**Q:** I want to know what happens when a thin InO sheet is squeezed sideways and allowed to grow taller. I have calculated results up to an axial ratio of 1.1. Can you tell me what to expect at 1.2 and 1.3, and whether the sheet might settle into a second shape?

InO (P-6m2, 4-atom cell, a = 3.430 Å, c = 15.852 Å) strained along c at fixed volume and fractional coordinates, computed with Ansatz 0.2.0 using spin-unpolarised PBE-D3(BJ), plane-wave PAW, a 420 eV cutoff, a 12×12×4 k mesh and 0.05 eV Gaussian smearing. The axial ratio is that of c/a; free energies are relative to the relaxed cell, and pressure is positive in compression.

```tsv
axial ratio (over its starting value)	energy change (meV/atom)	pressure (GPa)	gap on mesh (eV)
0.8	266.3	-1.47	0.203
0.85	137.3	-1.48	0.348
0.92	35.1	-1.02	0.521
0.96	8.3	-0.57	0.528
1	0.0	-0.02	0.437
1.05	11.4	0.78	0.280
1.1	43.0	1.68	0.082
1.2	?	?	?
1.3	?	?	?
```

**A:** The axial ratio compares length along the vertical axis with length across it, relative to the relaxed cell. The cell volume is held fixed, so a ratio above 1 means a narrower and taller layer. At 1.2 the layer is 5.9 % narrower and 12.9 % taller. Most of the cell height is vacuum, so this is a distorted single layer and not a compressed dense crystal.

**Q:** What does that do to the bonds?

**A:** Each indium has three equal oxygen neighbours, and these bonds lie mostly in the plane. Squeezing sideways therefore shortens them, while the growing height takes back part of the shortening. At a ratio of 1.2 the geometry makes the In–O bonds about 3 % shorter than the 2.13 Å they have at the start. Shortened bonds push outwards, which fits the positive pressures at 1.05 and 1.1.

A layer of this kind is also expected to have vertical In–In contacts, as in GaSe. They would stretch in proportion to the height. Their length is not listed, so that part of the picture is argued from chemistry.

**Q:** How do you turn this into an energy?

**A:** I measure the deformation by t, the natural logarithm of the axial ratio. The starting cell is relaxed, so a small distortion of either sign costs energy in proportion to t². A t³ term then lets the two directions differ. The known rows need it: energy divided by t² is about 11 % lower at 1.1 than at 0.8.

Fitted to the seven known rows, the energy change in meV/atom is 4890 t² − 2032 t³. For a ratio of 1.2, which was not in the fit, t is 0.182. The first term gives 162.5 and the second takes away 12.3, leaving about 150 meV/atom. The same formula gives 300 at a ratio of 1.3.

**Q:** How far do you trust that?

**A:** I allow ±8 meV/atom at 1.2 and ±30 at 1.3. Adding a t⁴ term describes the known rows more closely, but raises the forecast at 1.3 to 315. Two effects could pull the other way: stretched In–In contacts resist less, and electrons can lower their energy if filled and empty bands overlap. I can't size either well enough to shift the forecast.

**Q:** And the second shape?

**A:** I expect none up to 1.3; the energy should keep rising. When a cubic metal is deformed along its axis, it can pass through another cubic lattice, where symmetry forces the energy curve to be flat. This layer meets no such special lattice on its path.

**Q:** What about pressure and the band gap?

**A:** Pressure should stay positive and keep rising, because the In–O bonds go on shortening. A cubic curve in t through the known pressures gives 3.7 ± 0.4 GPa at 1.2 and 5.8 ± 1.0 GPa at 1.3. The stress is averaged over a cell that includes vacuum, so these sizes depend on the chosen cell height.

For the gap I continue a straight line in t through the rows at 1.05 and 1.1. It reaches zero near a ratio of 1.12, so I forecast zero gap at both new points. I allow up to 0.1 eV, since a coarse mesh can miss a band crossing and show a small false gap. The notes supplied with the data, though not the calculation's own record, already say that the gap closes somewhere along the scan, so this is only partly a forecast.

**Q:** Then let us see the results.

The withheld rows as computed:

```tsv
axial ratio (over its starting value)	energy change (meV/atom)	pressure (GPa)	gap on mesh (eV)
1.2	151.9	3.64	0.000
1.3	297.4	5.66	0.000
```

**A:** The energy keeps rising and no second minimum appears at the calculated points. The forecast is 1.7 meV/atom too low at 1.2 and 2.5 too high at 1.3, well inside both error bars. Both pressure forecasts are slightly high, by 0.12 GPa at 1.3. My error bars were wider than these misses required.

**Q:** So the simple formula was right?

**A:** It gave good values, but the agreement at 1.3 hides a compensation. The version with a t⁴ term followed the known rows better, yet it overshoots at 1.3 by 17 meV/atom. The layer softened more than the known rows had suggested, and the simpler formula happened to leave room for that.

The softening shows when the energy is divided by t². This measure of resistance falls from 4734 meV/atom at 1.1 to 4570 at 1.2 and 4320 at 1.3. The second drop is larger, although the step in t is slightly smaller. The stresses from the same calculations show where this happens. From 1.2 to 1.3 the layer's sideways push keeps growing, but its vertical pull gets weaker, although the layer is taller. So the softening is mainly vertical, and the forces on the atoms point to two causes. The pull between the upper and lower halves of the layer hardly changes from 1.2 to 1.3, as expected if the In–In contacts are near their strongest pull. Meanwhile the shortened In–O bonds push each oxygen outwards harder, with 0.52 eV/Å instead of 0.35, which offsets more of the vertical pull. Overlapping bands may also play a part, but the forces can't single that out. The k mesh was chosen for a layer with a gap, and at 1.2 and 1.3 there is none. The energies and stresses there are therefore less certain than at the earlier points, and no denser mesh is compared here.

**Q:** Does a zero gap mean that my sheet becomes a metal at a ratio of 1.12?

**A:** The calculated layer has no gap at 1.2 and 1.3, as expected. Spin polarisation was left out, though, so a magnetic state of lower energy, possibly with a gap, could have been missed. The closing point is much less certain. This level of theory usually makes gaps too small, whereas a limited mesh can make them look too large. At 1.1 the gap of 0.082 eV is already comparable to the electronic smearing.

The cause of the closing is also open. Weaker In–In bonding could bring filled and empty states together as the layer grows taller. But the gap shrinks at ratios below 0.96 too, where those contacts would be shorter, so this idea alone doesn't explain the whole curve. The orbital character of the band edges would be needed to settle it.

**Q:** What can I carry over to a real process?

**A:** The direction of the mechanical response is the useful part. Narrowing a layer whose bonds lie mostly in its plane compresses those bonds, and extra height relieves only part of the compression. Here the height was imposed along with the width, and the atoms could not relax inside the cell. The layer resists that extra height: at every calculated ratio above 1 it pulls back vertically while it pushes out sideways. A real sheet would choose its own thickness and pay less energy, and it might find a shape that this path never visits. Even the starting shape was relaxed with its symmetry kept, so it could itself be unstable to a less symmetric distortion.

The printed analysis after this exchange gives the fits and the misses.

Numerical output:

```
In-plane length change at 1.2 and 1.3 (%): -5.896, -8.374
Height change at 1.2 and 1.3 (%): 12.92, 19.11
In-O length from geometry at 1.2 and 1.3 (angstrom): 2.063, 2.041
Energy over squared strain at 0.8 (meV/atom): 5348
Energy over squared strain at 1.1 (meV/atom): 4734
Rehearsal, energy at 0.8 from two inner rows (meV/atom): 263.6
Rehearsal miss, prediction less value (meV/atom): -2.651
fit of energy_change on 7 rows: coefficient of t2 4890 +/- 20, coefficient of t3 -2032 +/- 98; rms 0.27, worst 0.85 0.571, leave-one-out rms 0.929
  rows outside the fit (model, value, miss): 1.2 150.2, 151.9, -1.67; 1.3 299.9, 297.4, 2.5
fit of energy_change on 7 rows: coefficient of t2 4877 +/- 5.2, coefficient of t3 -1674 +/- 46, coefficient of t4 1960 +/- 218; rms 0.0587, worst 0.92 -0.13, leave-one-out rms 0.585
  rows outside the fit (model, value, miss): 1.2 154.1, 151.9, 2.22; 1.3 314.7, 297.4, 17.3
fit of pressure on 7 rows: constant -0.0203 +/- 0.00088, coefficient of t 14.88 +/- 0.01, coefficient of t2 32.96 +/- 0.13, coefficient of t3 -20.58 +/- 0.66; rms 0.000902, worst 1.05 0.00166, leave-one-out rms 0.0039
  rows outside the fit (model, value, miss): 1.2 3.663, 3.64, 0.0231; 1.3 5.78, 5.66, 0.12
Energy miss over its error bar at 1.2 and 1.3: -0.209, 0.08318
Pressure miss over its error bar at 1.2 and 1.3: 0.05787, 0.1203
Axial ratio where the gap line reaches zero: 1.121
Gap line at 1.2 and 1.3, negative for overlap (eV): -0.2883, -0.629
Gap forecast at 1.2 and 1.3, upper limit 0.1 (eV): 0, 0
Gap computed at 1.2 and 1.3 (eV): 0, 0
Energy over squared strain computed at 1.2 and 1.3 (meV/atom): 4570, 4320
```
